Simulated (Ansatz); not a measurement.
# A series in volume per atom on SbP

Periodic Kohn-Sham DFT of a crystal at fixed atoms; pressure and stress are positive in compression; the energy is the free energy less that of spherical unpolarised free atoms; site moments are those in the method's own spheres, positive along +z. The results are calculated, by Ansatz 0.2.0.

Cell of the first row (space group Fm-3m, No. 225):
```
cell vectors (Å)
   0.0000     2.7796     2.7796
   2.7796     0.0000     2.7796
   2.7796     2.7796     0.0000
atoms (fractions of the cell vectors)
Sb  0.00000  0.00000  0.00000
P   0.50000  0.50000  0.50000
```

Settings of every row: method frozen-core PAW; functional PBE; relativity scalar; k mesh 11x11x11; filling fermi-dirac; smearing width 0.05 eV; wave cutoff 420 eV; paw set soft_2.

Atom start moment: 0 on all atoms.

Limits: no spin-orbit coupling on heavy atoms; the cell comes from a prototype or a list of computed structures and needn't be the stable phase.

| row | volume per atom (Å³) | pressure (GPa) |
| --- | --- | --- |
| 1 | 21.477 | 3.396 |
| 2 | 21.924 | ? |
| 3 | 22.372 | 0 |
| 4 | 22.819 | -1.458 |
| 5 | 23.267 | -2.765 |

Question: what pressure should row 2 give?

Worked fit of pressure. Take u = (V_r/V)^(2/3) − 1 with V_r = 22.596 Å³ an atom, which is twice the finite (Eulerian) strain; such expansions in the strain, on which the Birch-Murnaghan equation of state is built, carry the rest volume and the bulk modulus. The shown rows have u = 0.03444, 0.00666, -0.00653, -0.01932. Least squares give pressure = −0.7487 + 110.145 × u + 296.42 × u² GPa; a straight line predicts inner rows, each left out in turn, worse (root mean square 0.13 against 0.0055 GPa). The rows lie off it by 0.000, 0.002, -0.003, 0.001. The pressure vanishes at u = 0.0067, or V = 22.37 Å³ an atom, and there the bulk modulus at fixed shape and fractions is B = −V dP/dV = (2/3)(1 + u) dP/du = 76.6 GPa. The withheld row has u = 0.02033, so the fit gives −0.7487 + 110.145 × (0.02033) + 296.42 × (0.02033)² = 1.613 GPa.

The calculation gave 1.617 GPa. The fit lies 0.004 GPa (0.065 % of the column's range) below it; its largest miss of a shown row is 0.003 GPa.
